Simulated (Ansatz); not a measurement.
# A series in volume scale on LaPb3

Results calculated with Ansatz 0.2.0, not measured. Periodic Kohn-Sham DFT of a crystal at fixed atoms, scaled to volume_scale times the given cell; pressure positive in compression, energy less spherical unpolarised free atoms, largest_vzz the field gradient of largest size among the nuclei.

The cell before it is scaled or strained (space group Pm-3m, No. 221):
```
LaPb3
1.0
      4.9060     0.0000     0.0000
      0.0000     4.9060     0.0000
      0.0000     0.0000     4.9060
La Pb
1 3
Direct
  0.00000 0.00000 0.00000
  0.00000 0.50000 0.50000
  0.50000 0.00000 0.50000
  0.50000 0.50000 0.00000
```

Settings of every row: method all-electron PAW; functional PBEsol; relativity scalar; k mesh 7x7x7; filling fermi-dirac; smearing width 0.05 eV; nucleus gaussian.

Atom start moment: 0 on all atoms.

Limits: field gradient without spin-orbit coupling on heavy atoms; no gap: field gradients move with the k mesh; no spin-orbit coupling on heavy atoms.

| row | volume scale | V (Å³/atom) | pressure (GPa) | largest V_zz (1e21 V/m^2) |
| --- | --- | --- | --- | --- |
| 1 | 0.94 | 27.749 | 2.887 | 34.882 |
| 2 | 0.96 | 28.34 | ? | ? |
| 3 | 0.98 | 28.93 | 0.272 | 34.566 |
| 4 | 0.99 | 29.225 | -0.293 | 34.497 |
| 5 | 1 | 29.52 | -0.825 | 34.431 |
| 6 | 1.01 | 29.816 | -1.327 | 34.37 |
| 7 | 1.02 | 30.111 | -1.801 | 34.311 |
| 8 | 1.04 | 30.701 | -2.67 | 34.209 |
| 9 | 1.06 | 31.292 | -3.444 | 34.108 |

Question: what pressure should row 2 give?

Worked fit of pressure. Take u = (V_r/V)^(2/3) − 1 with V_r = 29.668 Å³ an atom, which is twice the finite (Eulerian) strain; such expansions in the strain, on which the Birch-Murnaghan equation of state is built, carry the rest volume and the bulk modulus. The shown rows have u = 0.04559, 0.01694, 0.01008, 0.00334, -0.00331, -0.00983, -0.02256, -0.03491. Least squares give pressure = −1.0798 + 75.689 × u + 236.9 × u² + 251 × u³ GPa; a parabola predicts inner rows, each left out in turn, worse (root mean square 0.0038 against 0.00075 GPa). The rows lie off it by 0.000, 0.000, 0.000, -0.001, 0.001, 0.000, 0.000, 0.000. The pressure vanishes at u = 0.0137, or V = 29.07 Å³ an atom, and there the bulk modulus at fixed shape and fractions is B = −V dP/dV = (2/3)(1 + u) dP/du = 55.6 GPa. The withheld row has u = 0.031, so the fit gives −1.0798 + 75.689 × (0.031) + 236.9 × (0.031)² + 251 × (0.031)³ = 1.502 GPa.

The calculation gave 1.503 GPa. The fit lies 0.001 GPa (0.016 % of the column's range) below it, one unit of the last digit.

The other values of row 2: largest V_zz 34.716 1e21 V/m^2.
